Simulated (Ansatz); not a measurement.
## A series in volume scale on TiCo

All results are calculated (Ansatz 0.2.0). Free energy against uniform scaling of the volume at fixed shape and fractions; periodic cell, basis, potentials, k mesh and filling as listed.

The cell before it is scaled or strained (space group Pm-3m, No. 221):
```
cell vectors (Å)
   2.9861     0.0000     0.0000
   0.0000     2.9861     0.0000
   0.0000     0.0000     2.9861
atoms (fractions of the cell vectors)
Ti  0.00000  0.00000  0.00000
Co  0.50000  0.50000  0.50000
```

Settings of every row: functional PBE; dispersion none; potentials PAW; wave cutoff 450 eV; density cutoff 1800 eV; k mesh 10x10x10; k shift 0x0x0; occupations fermi dirac; smearing width 0.1 eV; spin collinear.

Limits: coarse k mesh, up to 40 meV an atom off; the cell comes from a prototype or a list of computed structures and needn't be the stable phase; with one magnetic atom in the cell only parallel moments are possible.

| row | volume scale | V (Å³/atom) | energy above lowest point (meV/atom) |
| --- | --- | --- | --- |
| 1 | 0.9 | 11.982 | 79.8 |
| 2 | 0.925 | 12.315 | 42.6 |
| 3 | 0.95 | 12.648 | 17.8 |
| 4 | 0.975 | 12.98 | 4.1 |
| 5 | 1 | 13.313 | 0 |
| 6 | 1.025 | 13.646 | ? |
| 7 | 1.05 | 13.979 | 16.6 |
| 8 | 1.075 | 14.312 | 35.2 |
| 9 | 1.1 | 14.645 | 59.7 |

Question: what energy above lowest point should row 6 give?

Worked fit of energy above lowest point. Take u = (V_r/V)^(2/3) − 1 with V_r = 13.146 Å³ an atom, which is twice the finite (Eulerian) strain; such expansions in the strain, on which the Birch-Murnaghan equation of state is built, carry the rest volume and the bulk modulus. The shown rows have u = 0.06376, 0.04449, 0.02608, 0.00851, -0.00838, -0.04013, -0.05508, -0.06946. Least squares give energy above lowest point = 0.95 + 239.7 × u + 15638 × u² meV/atom; a straight line predicts inner rows, each left out in turn, worse (root mean square 23 against 0.06 meV/atom). The rows lie off it by 0.0, 0.0, 0.0, 0.0, 0.0, 0.1, 0.0, 0.0. Its lowest point lies at u = -0.0077, or V = 13.3 Å³ an atom, and the curvature there gives the bulk modulus at fixed shape and fractions, B = (4/9)(1 + u)² E″(u)/V = 165 GPa. The withheld row has u = -0.02458, so the fit gives 0.95 + 239.7 × (-0.02458) + 15638 × (-0.02458)² = 4.5 meV/atom.

The calculation gave 4.5 meV/atom. The fit meets it to the printed digit.
